### Detachment energy and frontier levels of MgH₃⁻ without exact exchange

The HOMO energies below must not be read as detachment energies. With r2SCAN, removing an electron costs 3.45 eV as a difference of total energies, while the HOMO lies only 0.64 eV below zero. The LUMO needs still more care: it is positive in every row shown, so it describes an unbound electron confined by the basis set, not a state that binds a second extra charge.

Singlet MgH₃⁻ calculated with PySCF 2.14.0 by the methods listed, non-relativistically, with the def2-TZVPD basis and density fitting, all at one fixed PBE0 geometry. Ionisation energies are vertical, taken as differences of total energies. Exact-exchange shares follow from the functionals' definitions, rounded to whole per cent.

```csv
method,"exact exchange, long range (%)",ionisation (eV),HOMO (eV),LUMO (eV),dipole (D)
LDA,0,?,?,?,?
PBE,0,?,?,?,?
r2SCAN,0,3.45,-0.64,3.48,0.00
TPSSh,10,3.45,-1.00,3.28,0.00
B3LYP,20,3.57,-1.35,3.27,0.00
PBE0,25,3.53,-1.50,3.41,0.00
M06,27,3.56,-1.47,2.60,0.00
HF,100,3.12,-4.31,4.46,0.00
```

The question is what LDA and PBE give. The five functionals with known results agree on the ionisation energy $I$ to within 0.12 eV, but their HOMO energies $\varepsilon$ spread over 0.86 eV and deepen as the exact-exchange fraction $a$ grows, M06 being slightly out of order. The useful quantity is therefore the mismatch $g = I + \varepsilon$, which would vanish if the HOMO gave the ionisation energy exactly.

**Why the mismatch depends on exchange.** Let the HOMO electron be removed gradually, its occupation $f$ falling from 1 to 0. Janak's theorem gives $I = -\int_0^1 \varepsilon(f)\,df$. If the total energy is quadratic in $f$ with curvature $C$, then $\varepsilon(f) = \varepsilon(1) - C(1-f)$, and the integral yields $g = C/2$. Semilocal exchange does not fully cancel an electron's repulsion with itself. The level therefore sinks as it empties, which makes $C$ and $g$ positive. Hartree–Fock removes this self-repulsion. What remains is the relaxation of the other electrons, which lowers the energy of the ionised state and makes $g$ negative. The table shows the change of sign; the attribution to self-repulsion is theory.

A hybrid mixes the two kinds of exchange, which suggests

$$g(a) \approx (1-a)\,g_0 + a\,g_{\mathrm{HF}},$$

where $g_0$ belongs to the functional without exact exchange. For PBE0, $g = 3.53 - 1.50 = 2.03$ eV; for HF, $g = 3.12 - 4.31 = -1.19$ eV. Hence

$$g_0 = \frac{2.03 + 0.25\times 1.19}{0.75} \approx 3.10\ \text{eV}.$$

B3LYP gives 3.07 eV in the same way. These two rows set the central estimate, 3.09 eV. The meta-GGA r2SCAN and the parent of TPSSh lie lower, near 2.8 eV, and the parent of M06 lies higher, at 3.30 eV. The rms deviation of all five from the central estimate, 0.19 eV, serves as the error bar.

**Predictions.** Taking $I$ as the functionals' mean, 3.51 eV, gives $\varepsilon = 3.09 - 3.51 = -0.42$ eV for both methods. The bar on $I$ is 0.06 eV for PBE, from the scatter, and 0.2 eV for LDA, by judgement, since no known row is its close relative. The HOMO bars become 0.20 and 0.28 eV. The model does not separate the two methods. The same mixing rule puts both LUMOs at 3.0 ± 0.5 eV. The dipole should stay zero.

A simpler rival ignores the mismatch and draws a straight line through all known HOMO energies against the exact-exchange fraction; it predicts −0.59 eV.

The withheld rows as computed:

```csv
method,"exact exchange, long range (%)",ionisation (eV),HOMO (eV),LUMO (eV),dipole (D)
LDA,0,3.45,-0.46,2.89,0.00
PBE,0,3.39,-0.40,2.98,0.00
```

**Hits and misses.** The HOMO predictions miss by only 0.02 eV for PBE and 0.04 eV for LDA, but this flatters the model. For PBE, $g$ was predicted 0.10 eV too high and $I$ 0.12 eV too high, and the two errors cancel in $\varepsilon$. The straight line misses by 0.19 eV for PBE and 0.13 eV for LDA. It does worse, yet still falls within the stated bars, so the HOMO energies alone do not settle the choice.

The clear miss is PBE's ionisation energy. At 3.39 eV it lies below every known functional and 1.9 error bars from the prediction. Four of the five functionals averaged were hybrids, and $I$ rises by 0.14 eV from PBE to PBE0; treating it as flat was too simple. It then falls to 3.12 eV in HF, which also lacks correlation, so a straight line from PBE to HF would not describe $I$ either. A CCSD(T) run at the same geometry, which adds correlation to HF, gives 3.75 eV, a larger $I$ than any row here, so the low HF value comes from the missing correlation.

The error in $g$ also comes from assuming too simple a dependence on exact exchange. Per unit of $a$, $g$ falls by 3.84 eV between PBE and PBE0 but by 4.29 eV between PBE0 and HF. Extending the steeper line back to $a=0$ overshoots. Missing correlation in HF may contribute to the bend, although theory suggests that its effects on $I$ and $\varepsilon$ partly cancel in $g$.

LDA and PBE share the same $g$, 2.99 eV, which is 0.18 eV above r2SCAN's. The exact-exchange fraction is therefore not the whole story, though a single meta-GGA without exact exchange is thin evidence for a family rule. LDA has the larger $I$ and the deeper HOMO of the two, by 0.06 eV each, a difference that the model does not address. The LUMOs also fall close to the prediction, but with so wide a bar that this tests little.

For a neighbouring anion treated with a semilocal functional, the same reasoning suggests a smaller mismatch if the outer electron is more spread out, since its self-repulsion is then weaker. The output of the analysis follows.

The analysis program printed:

```
rounding floor: 0.005 eV per entry, 0.01 in g, up to 0.02 in parent g0
known rows: a, g=IE+HOMO, parent g0, parent HOMO, parent LUMO, LUMO-HOMO (eV)
 r2SCAN  0.00  2.81  2.81 -0.64  3.48  4.12
 TPSSh   0.10  2.45  2.85 -0.63  3.15  4.28
 B3LYP   0.20  2.22  3.07 -0.61  2.97  4.62
 PBE0    0.25  2.03  3.10 -0.56  3.06  4.91
 M06     0.27  2.09  3.30 -0.42  1.91  4.07
 HF: g -1.19 eV (relaxation 1.19), LUMO-HOMO 8.77 eV
IE functionals: mean 3.51, range 0.12, bar 0.06; HF-mean -0.39 eV
HOMO range: functionals 0.86, with HF 3.67 eV
g0 GGA hybrids 3.09, r2SCAN/TPSSh 2.83, difference 0.26, rms of five 0.19 eV
GGA line: dg/da -4.28 eV, g=0 at a=0.72 (not robust)
g minus GGA line (eV): r2SCAN -0.28, TPSSh -0.21, B3LYP -0.01, PBE0 +0.01, M06 +0.16
curvature 2*g0 6.2 eV = e^2/R at R 2.3 A (order of magnitude only)
parent LUMO GGA hybrids 3.02, rms of five 0.54; M06 parent off by -1.10 eV
rival HOMO line, all known: slope -3.69, a=0 -0.59, rms 0.06, worst M06 +0.12 eV
rival HOMO line, no HF: slope -3.23, a=0 -0.66, rms 0.04, worst M06 +0.06 eV
withheld rows: predicted +- bar, computed, miss = computed - predicted (eV)
 LDA IE     3.51 +-0.20    3.45  miss -0.06 (0.3 bars)
 LDA g      3.09 +-0.19    2.99  miss -0.10 (0.5 bars)
 LDA HOMO  -0.42 +-0.28   -0.46  miss -0.04 (0.1 bars)
 LDA LUMO   3.02 +-0.54    2.89  miss -0.13 (0.2 bars)
 LDA HOMO miss of rivals: copy r2SCAN +0.18, line, all known +0.13, line, no HF +0.20
 LDA minus r2SCAN: IE +0.00, g +0.18, HOMO +0.18, LUMO -0.59
 LDA LUMO-HOMO 3.35 eV, -HOMO/IE 13 %, dipole pred 0.00, computed 0.00 D
 PBE IE     3.51 +-0.06    3.39  miss -0.12 (1.9 bars)
 PBE g      3.09 +-0.19    2.99  miss -0.10 (0.5 bars)
 PBE HOMO  -0.42 +-0.20   -0.40  miss +0.02 (0.1 bars)
 PBE LUMO   3.02 +-0.54    2.98  miss -0.04 (0.1 bars)
 PBE HOMO miss of rivals: copy r2SCAN +0.24, line, all known +0.19, line, no HF +0.26
 PBE minus r2SCAN: IE -0.06, g +0.18, HOMO +0.24, LUMO -0.50
 PBE LUMO-HOMO 3.38 eV, -HOMO/IE 12 %, dipole pred 0.00, computed 0.00 D
LDA-PBE: IE +0.06, g +0.00, HOMO -0.06, LUMO -0.09 eV
slope dg/da: PBE->PBE0 -3.84, PBE0->HF -4.29 eV
slope dHOMO/da: PBE->PBE0 -4.40, PBE0->HF -3.75 eV
slope dLUMO/da: PBE->PBE0 +1.72, PBE0->HF +1.40 eV
slope dIE/da: PBE->PBE0 +0.56, PBE0->HF -0.55 eV
```
